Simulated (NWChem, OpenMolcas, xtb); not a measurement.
# CBr2F2 (dibromodifluoromethane): methods side by side

The species is CBr2F2 (5 atoms), meant as a singlet with charge 0. As SMILES, `FC(F)(Br)Br`. The shape is that of a PBE0-D4/def2-TZVP optimisation.

| atom | x (Å) | y (Å) | z (Å) |
| --- | --- | --- | --- |
| F | -0.9704 | -0.1134 | 0.9863 |
| C | 0.0048 | -0.0876 | 0.0909 |
| F | 0.9148 | -0.9814 | 0.4466 |
| Br | -0.7093 | -0.5612 | -1.6421 |
| Br | 0.8100 | 1.6699 | 0.0770 |

Quantity: the dipole moment, in D. The values are calculated.

**What was measured.** NIST CCCBDB gives the dipole moment of the gas as 0.66 D.

| level | kind | program | value (D) | computed − measured | CPU time |
| --- | --- | --- | --- | --- | --- |
| GFN0-xTB | semi-empirical | xtb | 0.33 | -0.33 | under 2 s |
| HF/cc-pVDZ | Hartree–Fock | NWChem | 0.70 | +0.04 | 3.2 min |
| SVWN5/cc-pVDZ | LDA | OpenMolcas | 0.19 | -0.47 | 23 s |
| BLYP/cc-pVDZ | GGA | NWChem | 0.18 | -0.48 | 2.8 min |
| M06-L/cc-pVDZ | meta-GGA | NWChem | 0.33 | -0.33 | 2.9 min |
| M06-2X/cc-pVDZ | hybrid meta-GGA | OpenMolcas | 0.40 | -0.26 | 35 s |
| wB97X/cc-pVDZ | range-separated hybrid | NWChem | 0.39 | -0.27 | 4.3 min |

Nearest: HF/cc-pVDZ (+0.04 D); farthest: BLYP/cc-pVDZ (-0.48 D). The measured dipole is a vibrational average, so differences of a few hundredths of a debye mean little. Computed less measured by kind, in D (cc-pVDZ rows): semi-empirical -0.33; Hartree–Fock +0.04; LDA -0.47; GGA -0.48; meta-GGA -0.33; global hybrid -0.26; range-separated hybrid -0.27. All-electron rows without a relativistic Hamiltonian named are non-relativistic. Magnitudes only: a small dipole may point the other way at some levels. Times are those of the runs behind each value, whatever else they computed, on shared processors of several kinds: orders of magnitude only.

The small dipole of CBr2F2 is the remainder of two opposing contributions. Both C–F and C–Br bonds draw charge from carbon, and the CF2 and CBr2 groups pull in roughly opposite directions along the molecular axis. Fluorine's greater electronegativity is partly offset by the longer C–Br bonds and by lone-pair back-donation from fluorine. A modest shift in charge therefore changes the net moment by a large fraction, and errors that look severe in relative terms stay below half a debye.

Every density functional falls short of the measured 0.66 D, with LDA and GGA lowest and the two hybrids closest, while Hartree–Fock reaches 0.70 D. That agreement is probably a cancellation, with Hartree–Fock's exaggerated bond polarity making up for the missing diffuse functions in the small basis. It is thus no evidence that neglecting correlation gives the better density, nor does the ranking establish which functional is best for halomethanes. Without a larger basis, the functional and basis-set contributions to the shortfall cannot be separated.
